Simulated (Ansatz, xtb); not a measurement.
**C2H4FSi−: which of two isomers lies lower**

We compare I, `C/C=[Si-]/F`, a singlet, with II, `F[Si-]1CC1`, a singlet. Both are isolated ions in the gas phase, relaxed with BLYP-D3(BJ)/def2-SVPD.

Energies in hartree; the thermal terms are from BLYP-D3(BJ)/def2-SVPD harmonic frequencies (ideal gas, rigid rotor, one conformer each, 298.15 K, 1 atm) and include the zero-point energy:

|  | I | II |
| --- | --- | --- |
| E, CCSD(T)/def2-SVPD | −466.878642 | −466.878172 |
| E, MP2/def2-SVPD | −466.819865 | −466.821367 |
| E, MP2/def2-TZVPPD | −467.249133 | −467.252090 |
| zero-point energy | 0.051765 | 0.051566 |
| H(298 K) − E | 0.058199 | 0.057617 |
| G(298 K) − E | 0.023344 | 0.023837 |

Problem. Correct the CCSD(T) difference for the basis set by the MP2 change, then work out ΔE, ΔE₀, ΔH and ΔG for I → II in kJ/mol (1 Eh = 2625.50 kJ/mol) and the equilibrium ratio [II]/[I].

Solution. 1. Differences II − I: CCSD(T) +0.000470, MP2 in the small set −0.001502, MP2 in the large set −0.002957 Eh.
2. ΔE = +0.000470 + (−0.002957 − (−0.001502)) = −0.000985 Eh = −2.59 kJ/mol.
3. ΔE₀ = ΔE + ΔZPE = −0.000985 + (−0.000199) Eh = −3.11 kJ/mol.
4. ΔH = ΔE + (−0.000582) Eh = −4.11 kJ/mol.
5. ΔG = ΔE + (+0.000493) Eh = −1.29 kJ/mol, so ΔS = (ΔH − ΔG)/T = −9.5 J/(mol K).
6. kT = 0.9442 mEh, so K = [II]/[I] = exp(−ΔG/kT) = exp(+0.52) ≈ 1.7.

The two are too close for this level to say which is favoured. An error of 4 kJ/mol in ΔG would change K by a factor of 5. Mirror images and further conformers aren't counted.

As drawn, II has 2 C–Si in place of 1 C=Si. Structure I has no ring, II a 3-membered ring.

Other levels gave ΔE = −25.9 (GFN2-xTB); −148.6 (HF/STO-3G, GFN2-xTB geometries); −13.0 (r2SCAN-D4/def2-SVPD, GFN2-xTB geometries); +0.2 (BLYP-D3(BJ)/def2-SVPD); −0.8 (HF/def2-SVPD); −3.9 (MP2/def2-SVPD); +1.2 (CCSD(T)/def2-SVPD) kJ/mol. The correlated steps freeze 8 core orbitals. Programs: Ansatz 0.2.0, xtb 6.7.1.

The near-degeneracy reflects two opposing costs. Ring closure exchanges the π component of a Si=C bond for a second Si–C σ bond. That would normally be favourable, because 3p–2p π overlap is poor, but the three-membered ring repays much of the gain as strain. The anionic charge probably helps both forms: in I it can delocalise towards carbon, giving some α-carbanion–silylene character, while in II a silicon lone pair rich in 3s character leaves mainly 3p orbitals for the ring bonds, which suits narrow angles.

The thermal terms pull in opposite directions. Enthalpy leans further towards the ring, whereas entropy favours the open chain, as expected when a soft methyl torsion is lost to a rigid ring. The extreme preference for II with HF/STO-3G is probably an artefact of the minimal basis, which describes π bonds and diffuse anionic charge poorly.

Interconversion also requires hydrogen migration between the carbons, so without a barrier the calculated ratio does not show whether the ions would equilibrate.
